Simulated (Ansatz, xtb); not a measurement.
# Two isomers of C2H3AlBF

Structure a: `[F][AlH][B]1C=C1`, a singlet. Structure b: `BC#[C][AlH][F]`, a singlet. Both are isolated molecules in the gas phase, relaxed with r2SCAN-D4/def2-SVP; the shapes shown needn't be the lowest conformers.

a (Å):

```xyz
8

C    -0.3024   -0.5609    0.7937
C     0.8231   -0.6782    0.0701
Al    0.6912    2.7645    0.5528
B     0.4247    0.7039    0.4730
F     0.0179    3.7115   -0.6536
H    -1.0993   -1.1705    1.2274
H     1.4862    3.5769    1.6597
H     1.4476   -1.4360   -0.4100
```

b (Å):

```xyz
8

C    -0.3163    1.1644    0.4198
C     0.8313    0.6988    0.4799
Al    2.5702   -0.0710    0.5685
B    -1.7050    1.7343    0.3478
F     3.8585    0.9676    0.7324
H    -2.1823    2.0262   -0.7207
H    -2.3423    1.8986    1.3585
H     2.8341   -1.6158    0.4948
```

Question: Estimate E(b) − E(a) at the level CCSD(T)/def2-SVP + ΔMP2/def2-TZVPP.

Answer: Calculated at CCSD(T)/def2-SVP + ΔMP2/def2-TZVPP: E(b) − E(a) = −7.2 kcal/mol, so structure b lies lower.

How the difference moves with the method:

```
                             level            geometry  E(b) − E(a) (kcal/mol)  departure from the last row (kcal/mol)  job, with rough time for the two
                          GFN2-xTB            GFN2-xTB                     −20.5                                   −13.3              optimisation, 0.67 s
                         HF/STO-3G            GFN2-xTB                     −10.2                                    −3.0               single point, 1.3 s
      r2SCAN-D4/def2-SVP//GFN2-xTB            GFN2-xTB                      +1.0                                    +8.2               single point, 8.1 s
                r2SCAN-D4/def2-SVP  r2SCAN-D4/def2-SVP                      +0.3                                    +7.5                optimisation, 94 s
                       HF/def2-SVP  r2SCAN-D4/def2-SVP                      −5.9                                    +1.3           part of the CCSD(T) run
                      MP2/def2-SVP  r2SCAN-D4/def2-SVP                      −3.1                                    +4.1           part of the CCSD(T) run
                  CCSD(T)/def2-SVP  r2SCAN-D4/def2-SVP                      −3.3                                    +3.9                      single point
CCSD(T)/def2-SVP + ΔMP2/def2-TZVPP  r2SCAN-D4/def2-SVP                      −7.2                                                        single point, 55 s
```

As drawn, b has 1 C≡C, 1 C–Al, 2 B–H in place of 1 Al–B, 1 C–B, 1 C=C, 2 C–H. Structure a has a 3-membered ring, b no ring.

r2SCAN-D4/def2-SVP//GFN2-xTB puts the two in the other order. r2SCAN-D4/def2-SVP finds them nearly level. The largest departure from CCSD(T)/def2-SVP + ΔMP2/def2-TZVPP is that of GFN2-xTB, 13.3 kcal/mol. The last row adds to CCSD(T) the change of the MP2 difference between the two basis sets, here −3.9 kcal/mol, a large step that makes the value less sure.

With harmonic frequencies from r2SCAN-D4/def2-SVP (ideal gas, rigid rotor, one conformer each, 600 K, 1 atm): the zero-point term adds −2.5 kcal/mol; ΔH is −8.9 and ΔG −10.6 kcal/mol.

The correlated steps freeze 9 core orbitals. Programs: Ansatz 0.2.0, xtb 6.7.1; the last row on 1 thread of Intel(R) Xeon(R) Processor @ 2.50GHz (Skylake/Cascade Lake) on a shared host.

The open alkynylborane b lies below the borirene a by a modest margin, the net result of larger opposing terms. Opening the ring relieves strain and replaces an Al–B bond between two electropositive atoms with a strong, polar bond from aluminium to an electronegative sp carbon. Against this, b gives up two C–H bonds for weaker B–H bonds, and also the aromatic delocalisation of the ring π pair into the empty boron p orbital. Conjugation of the alkyne with the terminal BH2 group probably recovers part of that loss.

The softer B–H vibrations help explain why the zero-point term favours b, and the floppier chain gains entropy, so heating reinforces the preference. All the Hartree–Fock and correlated wavefunction rows place b lower, which supports the order more firmly than the size of the gap. The near-degeneracy in r2SCAN-D4 is only partly a functional error, since CCSD(T) in the same small basis already gives just −3.3 kcal/mol. The energies do not show whether a would rearrange readily, which depends on the barrier.
